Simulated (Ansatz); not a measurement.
Redistribution: C2H4FI + C3H6FI → C2H4I2 + C3H6F2

Species: C2H4FI (1-fluoro-2-iodoethane) `FCCI`, singlet; C3H6FI `CC(I)CF`, singlet; C2H4I2 (1,2-diiodoethane) `ICCI`, singlet; C3H6F2 `CC(F)CF`, singlet. The partners trade F for I; both sit on C, so the bond types are kept.

Shapes, held fixed at every level: PBE0-D4/def2-TZVP. Flexible molecules stand in one conformer, not always the lowest. Programs: Ansatz 0.2.0. Electronic energies: no zero-point or thermal term.

Q: Estimate ΔE of this reaction.

A: The highest level, CCSD(T)/def2-TZVPP, gives ΔE = -13.3 kJ/mol; the levels span -16.9 to -12.8. The column of differences is taken from that level and isn't an error. No measured value is set beside it here. For atoms past krypton def2 sets carry core potentials with scalar relativity. Outer-core shells of I are correlated in most correlated rows, in sets that cover them unevenly. Times are processor times on shared x86 and Arm servers, and rough.

```tsv
level	kind	ΔE (kJ/mol)	less CCSD(T)/def2-TZVPP	CPU time (sum over the molecules)
PBE-D4/def2-TZVPP	GGA	-16.7	-3.4	26 s
B3LYP-D4/def2-TZVPP	global hybrid	-16.9	-3.6	47 s
wB97M-V/def2-TZVPP	range-separated hybrid	-14.2	-0.9	1.8 min
wB97X-V/def2-TZVPP	range-separated hybrid	-14.0	-0.7	78 s
MP2/def2-TZVPP	perturbation theory	-12.8	+0.5	–
CCSD/def2-TZVPP	coupled cluster or CI	-13.9	-0.6	–
CCSD(T)/def2-TZVPP	coupled cluster or CI	-13.3	0.0	18 min
```

The exchange is downhill at every level, and the preference is one of position rather than bond type. Iodine leaves a secondary carbon for a primary one, while fluorine takes the secondary site. Alkyl substitution stabilises the strongly polarised C–F bond, whose carbon carries much positive charge, more than it does the weakly polar C–I bond, and the bulky iodine is also less crowded at a primary carbon. This probably supplies most of the driving force, with a smaller part from replacing two vicinal F/I pairs by one I/I and one F/F pair.

Perturbative triples shift the coupled-cluster value by only 0.6 kJ/mol, and MP2 lies equally close, as expected for saturated molecules without strong static correlation. PBE and B3LYP both exaggerate the exothermicity by similar amounts, so a global share of exact exchange doesn't cure the deviation, which may reflect their description of medium-range correlation at the branched carbon. The single reaction energy can't separate the site preference from the vicinal halogen interactions; comparison with 2-fluoro-1-iodopropane would help do so.
